Cubic barium zirconate resists squeezing more than stretching, and it softens steadily as it expands. Shortening every edge by 4.5 per cent costs 0.151 eV per atom, while lengthening it by the same share costs 0.110 eV. The reason is that the repulsive force between neighbouring ions dies away much faster with distance than the attractive force that holds the crystal together.

Ansatz 0.2.0 calculations of cubic BaZrO3 (Pm-3m, 5-atom cell) with PBE, scalar-relativistic PAW and plane waves, without spin polarization: cutoff 420 eV, 6×6×6 k mesh, Gaussian smearing of 0.02 eV. Energies are per atom, relative to the elements' standard crystals or gases in the same functional; pressure is positive in compression.

```csv
volume (Å³/atom),shortest distance (Å),energy over elements (eV/atom),pressure (GPa)
13.155,2.018,-3.132,28.090
13.784,2.050,-3.219,16.790
14.434,2.082,-3.268,7.550
15.103,2.113,-3.283,0.040
15.793,2.145,-3.270,-6.020
16.504,2.177,-3.232,-10.870
17.235,2.209,-3.173,-14.720
```

The energy over elements is lowest at a volume of 15.103 Å³ per atom, where the pressure is almost zero. The choice of elements as reference shifts all rows alike, so it has no part in the costs of squeezing and stretching. Pressure is positive where the crystal pushes outwards and negative where it pulls inwards. From the smallest volume to the largest, each equal step in length lowers the pressure by less than the step before: by 11.3 GPa at first and by 3.85 GPa at the end.

**Why the crystal softens**

Zero pressure is a balance between two strong effects. In the ionic picture, positive barium and zirconium ions attract negative oxygen ions, and this attraction outweighs the repulsion between ions of like charge. When the whole crystal is scaled and the charges stay fixed, this electrostatic energy varies only as the inverse of the length. Against it stands the repulsion of filled electron shells, which arises because electrons of the same spin can't occupy the same state, and which grows roughly exponentially as the shells overlap.

On compression the repulsive force rises steeply, while the attractive force grows far more slowly. The net push outwards therefore grows by more with every step. On expansion the overlap fades, and the attraction is left to pull the crystal together. That pull is real, but it builds up slowly, because its growth comes from the loss of a repulsion that has less and less left to lose.

The same picture tells where stiffness comes from. Stiffness measures how fast the net force changes with distance, and the attraction by itself would make the crystal less stiff, since it weakens as the ions move apart. The resistance to a small change of volume is thus supplied by the short-range repulsion. Once the ions are drawn apart, that supply runs down faster than the attraction does, and the crystal softens.

This division into push and pull is a theoretical reading of the total energy, and it leaves out the covalent share of the Zr–O bonds. What the numbers show directly is its consequence: the bulk modulus, which is the resistance to a change of volume, falls at every step. It drops from about 242 GPa in the first interval to 89 GPa in the last. Ba–O and Zr–O distances change in the same proportion, so these rows can't tell how much of the softening comes from each.

**How much is only geometry**

Part of the flattening of the pressure has a simpler origin. Pressure is energy per volume, so the same change of energy for the same relative change of length gives a smaller pressure in a larger cell. A comparison without this factor uses the energy slope per relative change of the current length, which in size is three times pressure times volume. At the two ends of the table the pressures differ in size by a factor of 1.9, but these slopes differ by a factor of only 1.5. Geometry thus explains some of the contrast, and a clear difference in the slopes remains.

**A spring as a yardstick**

The size of the effect stands out against a spring that is equally stiff both ways. Let $V_0$ be the volume at the minimum, $B$ the bulk modulus there and $\varepsilon$ the relative change of length. For small strains the volume changes by about $3V_0\varepsilon$, so the energy cost is

$$\Delta E \approx \frac{B}{2V_0}(3V_0\varepsilon)^2=\frac{9}{2}BV_0\varepsilon^2 .$$

The pressures of the two rows next to the minimum give $B=151$ GPa. With $\varepsilon=0.045$ and 1 eV/Å³ = 160.2 GPa, the estimate is

$$\Delta E \approx \frac{4.5\times151\times15.10\times0.045^2}{160.2}\approx0.13\ \text{eV per atom}.$$

The two end rows had no part in setting this stiffness. The spring comes out 14 per cent below the computed cost of compression and 18 per cent above that of expansion. The average of the two computed costs nevertheless agrees with it closely. That is what happens when the main error is a term that changes sign with the strain: it raises one side, lowers the other and cancels in the average. The spring thus measures the lopsidedness of the energy curve, while the explanation for it comes from the ionic picture. The printed output below compares the spring with every row.

**What to do about it**

A bulk modulus should be quoted with the volume to which it belongs. The value at the minimum serves for small changes around it; carried over to the whole range, it makes the compressed crystal too soft and the stretched one too stiff. When a modulus is to be drawn from energies, strains of both signs should be used, because a one-sided set mixes the stiffness with its change.

The same care applies to the volume that the functional itself prefers. PBE tends to make lattice constants slightly too large, for oxides like this one by roughly one per cent. Since the crystal softens as it expands, a modulus taken at a minimum that lies too far out is likely to be too low. The effect isn't negligible: across the minimum, one step of 1.5 per cent in length lowers the modulus from 166 to 136 GPa.

The compressed end needs a further caution. All cells are held cubic, with five atoms, which leaves no room for neighbouring oxygen octahedra to tilt in opposite senses. Experiments find a tetragonal phase above roughly 10 to 17 GPa, so the rows at 16.8 and 28.1 GPa may describe a cubic crystal that would rather distort. A distortion that lowers the energy at the same volume would also lower the cost of compression. The softening doesn't hang on these two rows, however, since it continues through every step on the expanded side. There the fixed symmetry may hide another distortion, a shift of the ions off their centres, which would make stretching cheaper still.

Printed output of the fit:

```
Energy above the minimum in eV/atom:
     row  length strain in per cent  computed  spring estimate  estimate less computed
  13.155                     -4.499     0.151           0.1295                -0.02153
  13.784                         -3     0.064          0.05758               -0.006416
  14.434                     -1.499     0.015          0.01437              -0.0006278
  15.103                          0         0                0                       0
  15.793                        1.5     0.013           0.0144                0.001399
  16.504                      3.001     0.051          0.05762                0.006618
  17.235                        4.5      0.11           0.1295                 0.01954
Steps from the row before:
     row  pressure change in GPa  bulk modulus in GPa
  13.784                   -11.3                  242
  14.434                   -9.24                200.6
  15.103                   -7.51                165.8
  15.793                   -6.06                135.7
  16.504                   -4.85                110.2
  17.235                   -3.85                88.85
bulk modulus at the minimum in GPa: 150.8
compression cost less expansion cost at 1.5 per cent in eV/atom: 0.002
compression cost less expansion cost at 3 per cent in eV/atom: 0.013
compression cost less expansion cost at 4.5 per cent in eV/atom: 0.041
compression cost over expansion cost at 4.5 per cent: 1.373
mean of both costs at 4.5 per cent in eV/atom: 0.1305
pressure size at smallest over largest volume: 1.908
energy slope per per cent of length at smallest volume in eV/atom: 0.06919
energy slope per per cent of length at largest volume in eV/atom: -0.0475
slope size at smallest over largest volume: 1.457
bulk modulus of first step over last step: 2.724
band gap at smallest volume in eV: 3.483
band gap at largest volume in eV: 2.843
```
